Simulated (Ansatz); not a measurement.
## SnAu3: do energies and stresses tell the same story?

The calculation used Ansatz 0.2.0, DFT PBEsol, scalar-relativistic, plane waves, PAW.

Plane waves to 420 eV, a k mesh through Γ of 6×6×8 on the computed 8-atom cell and Gaussian smearing (0.10 eV); no spin polarisation.

Relaxed cell: P6_3/mmc, a = 5.856 Å, b = 5.856 Å, c = 4.989 Å, α = 90.00°, β = 90.00°, γ = 120.00°, 8 atoms in the primitive cell. Whether it is the stable form of this composition wasn't checked.

Energies at zero smearing and pressures from the stress tensor, at volumes with shape and atoms relaxed:
```
V (Å³/atom) E − E(first) (meV/atom) P (GPa)
     17.409                     0.00     9.45
     17.965                   -23.60     4.27
     18.520                   -30.86     0.01
     19.076                   -24.69    -3.47
     19.632                    -7.51    -6.27
```

Task: Check P = −dE/dV between neighbouring volumes, and get the bulk modulus from the pressures alone.

Result: With 1 eV/Å³ = 160.2 GPa:
| middle V (Å³/atom) | −ΔE/ΔV (GPa) | mean P (GPa) |
| --- | --- | --- |
| 17.687 | 6.806 | 6.861 |
| 18.243 | 2.094 | 2.140 |
| 18.798 | -1.781 | -1.731 |
| 19.354 | -4.954 | -4.871 |

The two differ by 0.08 GPa at most. The mean of two end pressures misses the average over a step by about ΔV² P″/12, up to 0.08 GPa here; with that taken off 0.03 GPa remains. The stress is the derivative of the free energy, not of the energy at zero smearing, and with free energies 0.01 GPa remains. Around V = 18.520 Å³/atom, the two neighbours give B = −V ΔP/ΔV = 18.520 × 7.74 / 1.111 = 129.0 GPa, against B0 = 128.5 GPa from the Birch–Murnaghan fit of the energies.

Spin–orbit coupling is left out, which can shift energies with elements as heavy as these.

The energies and stresses do tell the same story: the pressure changes sign at the energy minimum, and both routes give nearly the same bulk modulus. This suggests that the plane-wave basis is adequate for the stress, since an incomplete one would offset the pressure from the slope of the energy curve.

The physical content lies in the asymmetry. Pressure climbs to 9.45 GPa at the smallest volume but falls only to -6.27 GPa at the largest, so the alloy stiffens as it is compressed. This is the usual anharmonicity of metallic cohesion: the kinetic energy of the valence electrons and the overlap repulsion between filled Au 5d shells rise faster than the attraction on compression, while the binding weakens on expansion. A modulus near 129.0 GPa fits a gold-rich alloy, softer than elemental gold but much stiffer than tin, probably because tin dilutes the Au–Au contacts and their d-shell repulsion.

The agreement doesn't test the functional, whose error would enter energy and stress alike.
